**Q:** I have tantalum nitride here, with each Ta atom inside a prism of six N atoms. The shape ratio is the cell's length along the hexagonal axis, $c$, divided by its edge across it, $a$. How much does it cost to change that shape, compared with changing the volume?

Ansatz 0.2.0 calculations for hexagonal TaN: DFT with PBEsol, PAW and plane waves up to 520 eV, no spin polarization, a 21×21×18 k mesh and Gaussian smearing of 0.15 eV. Free energies are relative to the relaxed crystal, whose shape ratio c/a is 0.9818; symmetry fixes the atoms' fractional coordinates throughout.

| shape ratio | free energy change at volume per atom 9.353 angstrom^3 (meV an atom) | free energy change at volume per atom 10.203 angstrom^3 (meV an atom) | free energy change at volume per atom 10.6282 angstrom^3 (meV an atom) | free energy change at volume per atom 11.053 angstrom^3 (meV an atom) | free energy change at volume per atom 12.329 angstrom^3 (meV an atom) |
| --- | --- | --- | --- | --- | --- |
| 0.906 | 347.5 | 126.9 | 95.6 | 103.8 | 298.0 |
| 0.924 | 294.0 | 81.1 | 53.3 | 64.8 | 267.4 |
| 0.943 | 254.9 | 48.5 | 23.5 | 37.7 | 247.2 |
| 0.962 | 229.4 | 28.4 | 5.8 | 22.2 | 236.9 |
| 0.982 | 217.3 | 20.7 | 0.0 | 18.0 | 236.6 |
| 1.002 | 218.3 | 25.2 | 5.8 | 24.9 | 246.1 |
| 1.022 | 232.1 | 41.5 | 23.0 | 42.8 | 265.2 |
| 1.043 | 258.6 | 69.6 | 51.6 | 71.7 | 294.1 |
| 1.064 | 297.5 | 109.5 | 91.6 | 111.5 | 332.7 |

**A:** Three sizes are worth remembering. At the rest volume, 10.628 Å³ per atom, changing the ratio by 8 % either way costs about 0.1 eV per atom. Squeezing the volume by 12 % at the rest ratio costs about 0.2 eV. Yet that squeeze moves the best ratio by less than 1 %.

**Q:** By less than 1 %? Every column has its lowest entry in the row 0.982, so I would have said that it doesn't move at all.

**A:** The rows lie 2 % apart, and the minimum moves by less than one step. Look at the ends of the columns instead. At 9.353 Å³ the flattest cell costs 50 meV more than the tallest; at 12.329 Å³ it costs 35 meV less. Far up the walls of a valley, even a small sideways shift of the floor changes the heights noticeably.

**Q:** Couldn't one wall simply be steeper than the other?

**A:** At the rest volume the two ends differ by only 4 meV, so the walls there are nearly alike. The large differences come with the change of volume, and they change sign with it. The near tie in the last column, 236.9 against 236.6 meV in the rows 0.962 and 0.982, fits the same picture: the floor lies about halfway between these two rows.

**Q:** Why should the best shape depend on the volume?

**A:** At fixed volume, the crystal can shorten along one direction only by lengthening along another. At the floor of the valley a small exchange of this kind costs nothing, which means that the stress along the axis equals the stress across it. The floor is therefore the path that the crystal follows under uniform pressure. On the way from 12.329 to 9.353 Å³ along this path, $c$ shrinks by 7.7 % and $a$ by 9.3 %. The $c$ axis yields less, so the squeezed crystal becomes relatively taller.

Two springs placed end to end, one stiff and one soft, behave in this way. They carry the same force, the stiff one shortens by the smaller fraction, and the ratio of their lengths changes. The comparison gives only the direction of the effect, because the two springs don't influence each other, whereas pressing a crystal along one axis also changes its width.

**Q:** Can I estimate the shift by hand?

**A:** Let $v$ be the logarithm of the volume over the rest volume, and $s$ the logarithm of the ratio over the rest ratio. Near rest, the energy per atom is

$$E=\tfrac12 K_v v^2 + D\,v\,s+\tfrac12 K s^2 .$$

Here $K_v$ is the stiffness against a change of volume, $K$ that against a change of shape, and $D$ couples the two. Setting the derivative with respect to $s$ to zero puts the floor at $s=-Dv/K$. If $D$ is positive, compression makes the best cell taller.

To find $D$, compare the two columns next to the rest volume. The energy of the flattest cell less that of the tallest is $-2Dvs_{\rm end}$, apart from a small part that I take as constant, with $s_{\rm end}\approx0.08$. From 10.203 to 11.053 Å³ this difference falls from $126.9-109.5=17.4$ to $103.8-111.5=-7.7$ meV, while $v$ rises by 0.08. Hence

$$D\approx\frac{25.1\ \text{meV}}{2\times0.08\times0.08}\approx2.0\ \text{eV per atom}.$$

The curvature of the rest column gives $K\approx29$ eV per atom. At 9.353 Å³, $v\approx-0.13$, so

$$s\approx\frac{2.0\times0.13}{29}\approx0.009 .$$

The best ratio should rise by about 0.9 %, to 0.99. That column had no part in fixing $D$ or $K$, and its own curve also has its minimum at 0.99.

**Q:** Does the model hold as well for the energies at the ends?

**A:** Less well. The printed output repeats the estimate with $D$ taken from the slopes of the same two neighbouring columns, using all their rows. It places the floor correctly in both outermost columns. But for the flattest cell less the tallest it predicts 42 meV at 9.353 Å³, where the table has 50, and −40 meV at 12.329 Å³, where the table has −35.

The main reason is that the coupling $D$ weakens as the crystal expands, while the model holds it constant. The shape stiffness $K$ falls too, from 33 eV per atom at the smallest volume to 24 at the largest. The position of the floor depends only on the quotient $D/K$, in which much of the change cancels. In the energy difference between the two ends, however, $K$ drops out, because both ends have the same $s^2$. There the change of $D$ shows in full.

**Q:** And what do the atoms have to do with it? Why is $c$ the stiffer axis?

**A:** Part of the answer is probably the direction of the Ta–N bonds. A bond that leaned equally towards three perpendicular directions would make an angle of about 55° with each. Here the bonds make about 50° with the axis, so they lean towards it. A taller cell of the same volume therefore has slightly longer bonds: 2.235 Å in the tallest cell at the rest volume, against 2.204 Å in the flattest.

In a squeezed crystal these bonds are too short, and growing taller gives them back a little length. In an expanded crystal they are too long, and growing flatter shortens them. This argument gives the direction of the drift.

**Q:** Does it give the size as well?

**A:** No. Suppose that Ta–N springs carried the whole resistance to a change of volume. They would then supply only about 6 % of the resistance to a change of shape, and a coupling about three times too strong. A change of shape mostly turns these bonds and hardly stretches them. The rest must come from elsewhere; my guess is the bond angles together with the Ta–Ta and N–N contacts, but these energies don't separate them.

**Q:** Can I ignore the drift when I compute the squeezed crystal?

**A:** For the energy, yes. The squeeze to 9.353 Å³ takes roughly 60 GPa, and even there, keeping the rest ratio costs only $\tfrac12\times33\times0.008^2\approx0.001$ eV per atom. For the stresses, no. Near the floor the energy hardly changes, but its slope does: at the rest ratio, the squeezed crystal pushes about 7 GPa harder along the axis than across it. If you want it under uniform pressure, let the shape relax at each volume.

Numerical output:

```
Energy of row 0.906 less that of row 1.064 at 9.353 A^3 (meV an atom): 50
The same difference at the rest volume (meV an atom): 4
The same difference at 12.329 A^3 (meV an atom): -34.7
Difference at 9.353 A^3 predicted with constant coupling (meV an atom): 42
Difference at 12.329 A^3 predicted with constant coupling (meV an atom): -40.13
Best ratio at 9.353 A^3 from the column: 0.99
Best ratio at the rest volume from the column: 0.9818
Best ratio at 12.329 A^3 from the column: 0.9726
Best ratio at 9.353 A^3 predicted from the three middle columns: 0.9898
Best ratio at 12.329 A^3 predicted from the three middle columns: 0.9725
Shape stiffness K at 9.353 A^3 (eV an atom): 32.57
Shape stiffness K at the rest volume (eV an atom): 28.98
Shape stiffness K at 12.329 A^3 (eV an atom): 24.38
Change of c along the valley floor from 12.329 to 9.353 A^3 (percent): -7.712
Change of a along the valley floor from 12.329 to 9.353 A^3 (percent): -9.335
Shape stiffness from Ta-N springs that carry all volume stiffness (percent of the computed K): 5.572
Coupling D from the same springs divided by the computed D: 3.375
Geometry at the rest volume:
    row  a (A)  c (A)  Ta-N (A)  bond to axis (degrees)
  0.906  3.003  2.721     2.204                   51.88
  0.924  2.983  2.758     2.206                   51.32
  0.943  2.963  2.795     2.209                   50.76
  0.962  2.944  2.833     2.212                   50.19
  0.982  2.924  2.871     2.216                   49.63
  1.002  2.905  2.909      2.22                   49.06
  1.022  2.885  2.949     2.224                   48.49
  1.043  2.866  2.988     2.229                   47.92
  1.064  2.847  3.029     2.235                   47.34
```
